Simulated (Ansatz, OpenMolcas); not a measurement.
## How basis sets differ on AsH2 (SMILES [AsH2])

AsH2, doublet, SMILES `[AsH2]`. Each level relaxes the structure for itself.

Quantity: the zero-point energy at each level's own minimum, in kJ/mol. The values are calculated.

| level | kind | program | value (kJ/mol) |
| --- | --- | --- | --- |
| UHF/STO-3G | Hartree–Fock | Ansatz | 40.0 |
| UHF/3-21G | Hartree–Fock | Ansatz | 32.1 |
| UHF/6-31G* (Cartesian functions) | Hartree–Fock | Ansatz | 34.5 |
| UHF/cc-pVTZ | Hartree–Fock | OpenMolcas | 34.1 |

All-electron rows without a relativistic Hamiltonian named are non-relativistic. Harmonic and unscaled. The values span 32.1 to 40.0 kJ/mol.

The zero-point energy does not change steadily as the basis grows: it drops sharply from STO-3G to 3-21G, rises again with 6-31G*, and barely moves on going to cc-pVTZ. The minimal basis is the clear outlier at 40.0 kJ/mol. Since the two As–H stretches supply most of the zero-point energy, this points to bonds that are too stiff, probably because a single fixed-size function per valence orbital cannot adapt as the bond stretches. Splitting the valence shell removes that constraint, while the d functions on arsenic in 6-31G* probably restore some of the stiffness missing in 3-21G by letting the As 4p density polarise towards hydrogen.

The closeness of the two largest sets suggests that little basis error remains at the Hartree–Fock level, but not that the value is accurate. Without electron correlation, harmonic stretching frequencies usually come out too high, so the lower 3-21G result could lie nearer the true value through cancellation of errors. Similar totals may also hide compensating differences between the stretches and the bend.
